Focusing of chirped packets and contractive states: limits and scaling for a 30 keV single-electron pulse

1. The free packet

I start from a free particle of mass m on a line, seen from the frame that moves with its mean velocity. In the Heisenberg picture x(t) = x + pt/m, so for any state

Δx²(t) = Δx²(0) + 2Ct/m + Δp²t²/m², C = ⟨xp + px⟩/2 − ⟨x⟩⟨p⟩. (1)

All widths in this talk are rms widths. A state with C < 0 shrinks at first, and is called contractive. Our example is

ψ(x,0) ∝ exp(−x²/4s₀²) exp(−imx²/2ħτ), τ > 0.

The phase gives a local momentum −mx/τ: the front is slowed, the rear is sped up, and classical particles would all meet at t = τ. The moments are Δx²(0) = s₀², C = −ms₀²/τ and Δp² = ħ²/4s₀² + m²s₀²/τ². In (1) the terms regroup as

Δx²(t) = s₀²(1 − t/τ)² + (ħt/2ms₀)². (2)

The parabola (1) has its minimum at t* = −mC/Δp², with Δx²min = (Δx²(0)Δp² − C²)/Δp². For our Gaussian the numerator is ħ²/4, hence

t* = τ/[1 + (ħτ/2ms₀²)²], Δx_min = ħ/2Δp. (3)

For any other state the Schrödinger–Robertson relation keeps the numerator at or above ħ²/4, so at given Δp no state focuses more tightly.

2. Dimensional analysis

The width depends on ħ, m, s₀, τ and t. Mass can drop out only through ħ/m, a length² per time, which with s₀ makes the spreading time t_R = 2ms₀²/ħ. Two groups remain, u = t/t_R and κ = t_R/τ, and

Δx²/s₀² = (1 − κu)² + u², u* = κ/(1 + κ²), Δx_min = s₀/√(1 + κ²). (4)

The focus is governed by κ alone, four times the chirp phase at x = s₀. About the waist, Δx² = Δx²min[1 + (t − t*)²/t_w²] with t_w = t_R/(1 + κ²), and t*/t_w = κ. A contractive Gaussian is an ordinary spreading Gaussian caught κ spreading times before its waist.

Weak chirp, κ ≪ 1: t* = κt_R(1 − κ² + …) = κ²τ(1 − κ² + …) and Δx_min = s₀(1 − κ²/2 + 3κ⁴/8 − …). The waist comes long before τ and is hardly narrower than the start.

Strong chirp, κ ≫ 1: t* = τ(1 − 1/κ² + …) and Δx_min = (ħτ/2ms₀)(1 − 1/2κ² + …). This is the classical limit too, since ħ → 0 sends κ → ∞. The width at the focus is first order in ħ, the shift of the focus second order.

The crossover is κ = 1, where both terms of Δp² are equal, t* = τ/2 and Δx_min = s₀/√2.

Question: If I weaken the lens, can I push the focus as far out as I like?

No. At fixed s₀, u* is largest at κ = 1, where t* = t_R/2. A weaker chirp brings the waist back toward the lens. Gaussian light beams do the same.

3. Two bounds

The commutator is [x(0), x(t)] = iħt/m, so every state obeys

Δx(0)Δx(t) ≥ ħt/2m. (5)

For our packet the left side over the right is √[(1 − κu)² + u²]/u. It equals 1 at u = 1/κ, so the bound is saturated at the classical focus t = τ, not at the waist.

The second statement is the standard quantum limit for a free mass, Δx²(t) ≥ ħt/m. If C ≥ 0, drop the middle term of (1), use Δp ≥ ħ/2Δx(0), and apply a² + b² ≥ 2ab: the limit follows. The proof fails for C < 0, as Yuen pointed out in 1983. Since ħt/m = 2s₀²u, the ratio is

R(u) = Δx²/(ħt/m) = [1/u + (1 + κ²)u − 2κ]/2, R_min = √(1 + κ²) − κ at u = 1/√(1 + κ²). (6)

R_min is below 1 for every κ > 0. It goes as 1 − κ + κ²/2 for weak chirp and as 1/2κ − 1/8κ³ for strong chirp. R < 1 holds between

u± = [1 + κ ± √(2κ)]/(1 + κ²). (7)

For weak chirp this is a narrow window u ≈ 1 ± √(2κ) around t_R, where the unchirped packet just touches the limit. For strong chirp it is t/τ ≈ 1 ± √(2/κ) + 1/κ.

Question: So the violation sits at the waist?

Only for strong chirp. At the waist itself R(u*) = 1/2κ, which is below 1 only for κ > 1/2. That is a second crossover. For smaller κ the packet beats the limit while it is already growing again.

Question: Does R < 1 mean that repeated position measurements beat the limit?

Not by itself. From (5), Δx²(0) + Δx²(t) ≥ 2Δx(0)Δx(t) ≥ ħt/m always. If the second measurement adds independent noise at least as large as the width Δx(0) left by the first, the limit returns for the readings; that is the core of Caves's argument of 1985. Ozawa gave in 1988 a measurement model that escapes the assumption. Today I speak only of the state.

4. The radio-frequency lens

Take an electron of kinetic energy T = 30 keV. With η = T/mₑc² = 0.0587 we have γ = 1.0587 and v = 98.44 nm/fs. I expand E(p) to second order about the mean momentum in the laboratory frame. Then d²E/dp² = 1/γ³mₑ, so the m of our formulas is the longitudinal mass γ³mₑ = 1.187 mₑ. People in this field quote arrival times and energies, so let θ = −x/v be the delay, σ = Δx/v, ΔE = vΔp, and

W = γ³mₑv² = 2T(1 + η)(1 + η/2) = 65.39 keV.

A cavity crossed at the zero of its field gives the energy gain eV₀ sin ωθ ≈ gθ with g = eV₀ω; late electrons gain. With the convention exp(−iEθ/ħ), this multiplies the wave by exp(−igθ²/2ħ), our chirp, provided τ = W/g. The focal length is f = vτ, and

κ = 2gσ₀²/ħ, ΔE² = (ħ/2σ₀)² + g²σ₀², σ_min = ħ/2ΔE. (8)

Mass and beam energy have left κ and σ_min. They decide only where the focus lies.

My cavity inputs are illustrative: g = 30 eV/ps at 6 GHz, which needs an effective amplitude V₀ = 796 V. Then τ = 2.180 ns and f = 214.6 mm. The crossover κ = 1 lies at σ_c = √(ħ/2g) = 3.312 fs, and the standard limit at t = τ is √(ħτ/W) = √(ħ/g) = 4.684 fs. For pure Gaussians that arrive unchirped, the model gives:

σ₀ (fs) | κ | t*/τ | σ_min (fs) | R_min
1 | 0.0912 | 0.0082 | 0.996 | 0.913
3.312 | 1 | 0.5 | 2.342 | 0.414
10 | 9.12 | 0.9881 | 1.090 | 0.0547
100 | 912 | 1 − 1.20×10⁻⁶ | 0.1097 | 5.49×10⁻⁴

The column σ_min is not monotonic. At fixed g it follows σ₀ below the crossover, falls as ħ/2gσ₀ above it, and peaks at σ_c/√2 = 2.342 fs. A longer coherent pulse focuses more tightly, as a wider aperture does.

Look at the last row. The packet is 9.84 µm long and brings an energy width of 3.29 meV; the cavity raises that to 3.0 eV. Left alone it would need t_R = 1.99 µs to spread. It focuses to 10.8 nm, or 110 as, a factor √(2κ) = 42.7 below the standard limit in width. By (7) it stays under the limit from 205 mm to 225 mm. The depth of focus, the distance vt_w over which the width grows by √2, is 0.235 mm, and the waist lies 0.26 µm before the classical focus.

Question: Can we drop relativity at 30 keV?

Not for the place of the focus. For η ≪ 1, W = 2T(1 + 3η/2 + …) and v carries a factor 1 − 3η/4, so f = f_NR(1 + 3η/4 + …) with f_NR ∝ T^(3/2)/g. Here f_NR = 205.5 mm, short by 9.1 mm, which is many depths of focus. W reaches twice its Newtonian value at η = (√17 − 3)/2, or T = 287 keV. Far above that, W = γ³mₑc²(1 − 1/γ²) and f grows as γ³.

Question: Real pulses reach the cavity already stretched. Does that matter?

Free flight gives C > 0, written C = +ms₀²/τ_in. The quadratic phases add, and all the above holds with 1/τ replaced by 1/τ − 1/τ_in. The state is contractive only if the lens wins.

5. What the quadratic model leaves out

First, higher dispersion. At a fixed plane L the flight time is L/v(E). Its first derivative in E is −Lmₑ²/p³, which is −1/g at L = f and reproduces the focus. Its second derivative is 3Lmₑ²/p⁴v, which is 3/(g·pv) there, with pv = W/γ² = 58.34 keV. An energy offset gσ₀ξ, with ξ a unit Gaussian variable, adds the delay (3/2)gσ₀²ξ²/pv. The variance of ξ² is 2, so the rms is

σ₂ = (3/√2) gσ₀²/pv. (9)

At the waist the amplitude in energy is real, so this delay adds to σ_min in quadrature. For σ₀ = 100 fs, σ₂ = 10.9 as and the width goes to 110.2 as. But σ₂ grows as σ₀² while σ_min falls as 1/σ₀. They cross at σ₀³ = √2 ħ·pv/6g², or σ₀ = 216 fs. The sum of squares is least at 2^(−1/6) of that, 192 fs, where the model's width is 70 as. Longer pulses do worse.

Second, the curvature of the field, sin ωθ = ωθ − (ωθ)³/6 + …. At the focus it leaves the delay ω²θ³/6. Split ξ³ = 3ξ + (ξ³ − 3ξ). The linear part lowers the effective slope by the fraction ω²σ₀²/2 = 7.1×10⁻⁶ and moves the focus outward by 1.5 µm. The rest has variance 6 and gives σ₃ = ω²σ₀³/√6, which is 0.58 as at 100 fs and 4.1 as at 192 fs. At fixed g and σ₀ = 100 fs it would match σ_min only at 82.5 GHz.

Question: That outward shift is larger than your quantum shift.

Yes: 1.5 µm outward against 0.26 µm inward. Both are far inside the depth of focus. The lens is also not thin. An assumed 1 mm gap takes 10.2 ps to cross, 0.38 rad of the field. That factor can be absorbed in V₀, but f must then be counted from a principal plane, and without the field profile its place is known only to a fraction of the gap. At κ = 912 the factor in (3) is invisible. It matters within a factor of a few of σ_c: for σ₀ = 10 fs it is 1.2 per cent of f.

Third, transverse motion. A ray at angle α to the axis arrives late by τα²/2, which equals 110 as at α = 0.32 mrad. The one-dimensional model needs a beam better collimated than that.

6. Mixed states

A photoemitted electron is not a 100 fs pure state. One electron per pulse removes space charge, but the emission time still fluctuates from shot to shot. Equation (1) holds for density operators, and ε² = σ²ΔE² − (covariance of θ and E)² is conserved by the linear lens and the quadratic drift. Write ε = Nħ/2 with N ≥ 1; a Gaussian state has purity 1/N. For an uncorrelated input of spread δE we have N = 2σ₀δE/ħ, and

Δx²/s₀² = (1 − κu)² + N²u², t* = τκ²/(κ² + N²), σ_min = σ₀N/√(κ² + N²), R_min = √(κ² + N²) − κ. (10)

Focusing is now ruled by κ/N = gσ₀/δE, from which ħ has gone. Beating the standard limit needs N² < 1 + 2κ, in which ħ remains.

Take σ₀ = 100 fs and δE = 0.2 eV as illustrative inputs. Then N = 60.8 and κ/N = 15. The model gives σ_min = 6.65 fs, a waist 0.95 mm before f, and a depth of focus of 14.2 mm. The state is contractive, yet R_min = 2.02: it never goes below the limit. That would take κ > (N² − 1)/2 = 1846, or g > 60.8 eV/ps. The aberrations of section 5 are negligible here.

Question: Is each electron then an attosecond packet at a random time?

The density operator doesn't say. Read it as pure packets of duration ħ/2δE = 1.65 fs emitted at scattered times. Each has κ = 0.247, is weakly focused, and has width δE/g = 6.67 fs at t = τ, where all the centres coincide. Or read it as 100 fs packets with scattered mean energies. Each then shrinks to 110 as, and the centres scatter by nearly 6.67 fs. Both mixtures are the same Gaussian state, and no measurement on the beam separates them.

Question: And the phase noise of the cavity?

A timing jitter δ of the zero crossing relative to the emitting laser adds the random energy gδ, in quadrature with δE. At t = τ it passes one to one into arrival time. It outweighs the source when δ > δE/g = 6.67 fs. An assumed δ = 10 fs adds 0.3 eV and gives the model's σ_min = 11.9 fs. As typical knowledge, radio-frequency compressed single-electron pulses at tens of keV last of order 10 fs rms. My mixed-state inputs were chosen to represent that behaviour, so they test nothing. The pure-state 110 as is about a hundred times shorter than such pulses, because it sets N = 1 and δ = 0.